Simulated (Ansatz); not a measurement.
# YCl: pressure as volume scale varies

All results are calculated (Ansatz 0.2.0). Periodic Kohn-Sham DFT of a crystal at fixed atoms, scaled to volume_scale times the given cell; pressure positive in compression, energy less spherical unpolarised free atoms, largest_vzz the field gradient of largest size among the nuclei.

The cell before it is scaled or strained (space group R-3m, No. 166):
```
cell vectors (Å)
   1.8762     1.0832     9.1750
  -1.8762     1.0832     9.1750
   0.0000    -2.1664     9.1750
atoms (fractions of the cell vectors)
Y   0.21683  0.21683  0.21683
Y   0.78317  0.78317  0.78317
Cl  0.38830  0.38830  0.38830
Cl  0.61170  0.61170  0.61170
```

Settings of every row: method frozen-core PAW; functional PBEsol; relativity scalar; k mesh 8x8x8; filling fermi-dirac; smearing width 0.02 eV; wave cutoff 420 eV; paw set soft_2.

Atom start moment: 0 on all atoms.

Limits: PAW files made with PBE; a layered crystal: even scaling strains the bonds within the layers, so this curve is stiffer than the crystal under pressure; no gap: field gradients move with the k mesh.

| row | volume scale | V (Å³/atom) | pressure (GPa) | largest V_zz (1e21 V/m^2) |
| --- | --- | --- | --- | --- |
| 1 | 0.94 | 26.291 | 2.432 | -3.609 |
| 2 | 0.96 | 26.851 | 1.301 | -3.621 |
| 3 | 0.98 | 27.41 | ? | ? |
| 4 | 0.99 | 27.69 | -0.218 | -3.563 |
| 5 | 1.01 | 28.249 | -1.121 | -3.491 |
| 6 | 1.02 | 28.529 | -1.542 | -3.449 |
| 7 | 1.04 | 29.088 | -2.326 | -3.359 |
| 8 | 1.06 | 29.648 | -3.038 | -3.265 |

Question: what pressure should row 3 give?

Worked fit of pressure. Take u = (V_r/V)^(2/3) − 1 with V_r = 28.249 Å³ an atom, which is twice the finite (Eulerian) strain; such expansions in the strain, on which the Birch-Murnaghan equation of state is built, carry the rest volume and the bulk modulus. The shown rows have u = 0.04905, 0.03442, 0.01341, 0, -0.00655, -0.01932, -0.03171. Least squares give pressure = −1.1208 + 65.318 × u + 149.97 × u² − 100.8 × u³ GPa; a parabola predicts inner rows, each left out in turn, worse (root mean square 0.0018 against 0.00021 GPa). All shown rows lie on it to the printed digit. The pressure vanishes at u = 0.0165, or V = 27.56 Å³ an atom, and there the bulk modulus at fixed shape and fractions is B = −V dP/dV = (2/3)(1 + u) dP/du = 47.6 GPa. Letting shape and atoms relax would as a rule lower it, by much in layered, chain or molecular crystals. The withheld row has u = 0.0203, so the fit gives −1.1208 + 65.318 × (0.0203) + 149.97 × (0.0203)² − 100.8 × (0.0203)³ = 0.266 GPa.

The calculation gave 0.266 GPa. The fit meets it to the printed digit.

The other values of row 3: largest V_zz -3.591 1e21 V/m^2.
